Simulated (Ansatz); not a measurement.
## How methods differ on SiNH5 (SMILES [SiH3]N)

SiNH5: 7 atoms, total charge 0, spin state singlet. As SMILES, `[SiH3]N`. Geometry: optimised at PBE0/def2-SVP.

Quantity: the adiabatic ionisation energy (to the doublet cation, shapes relaxed at PBE0/def2-SVP, no zero-point term), in eV. The values are calculated.

```csv
level,kind,program,value (eV),less CCSD(T)/def2-TZVPP
HF/def2-TZVPP,Hartree–Fock,Ansatz,8.12,-1.35
SVWN5/def2-TZVPP,LDA,Ansatz,9.55,+0.08
PBE/def2-TZVPP,GGA,Ansatz,9.30,-0.17
r2SCAN/def2-TZVPP,meta-GGA,Ansatz,9.29,-0.18
PBE0-D4/def2-TZVPP,global hybrid,Ansatz,9.39,-0.08
CAM-B3LYP/def2-TZVPP,range-separated hybrid,Ansatz,9.51,+0.04
RPA@PBE/def2-TZVPP,RPA,Ansatz,9.72,+0.25
CCSD(T)/def2-TZVPP,coupled cluster or CI,Ansatz,9.47,0.00
```

Differences are taken from CCSD(T)/def2-TZVPP for orientation; it has basis-set and higher-order errors of its own. The values span 8.12 to 9.72 eV.

Hartree–Fock is the clear outlier, 1.35 eV below coupled cluster, while every correlated or density-functional level lies within 0.25 eV of it. Ionisation most likely removes an electron from the nitrogen lone pair, which breaks up a closely correlated pair. The neutral molecule therefore has more correlation energy to lose than the cation, and leaving correlation out makes the electron too easy to remove. Exact exchange by itself is not the culprit: PBE0-D4, which mixes some of it with a correlation functional, lies slightly above PBE, not towards Hartree–Fock.

Accuracy does not rise steadily with the sophistication of the functional. SVWN5 comes closer to coupled cluster than PBE or r2SCAN, probably through cancellation between its exchange and correlation errors, so its good result here is no general recommendation. RPA errs in the opposite direction to Hartree–Fock, which suggests an imperfect balance of correlation between the closed-shell molecule and the radical cation. Without vertical energies, the part played by relaxation around nitrogen cannot be separated out.
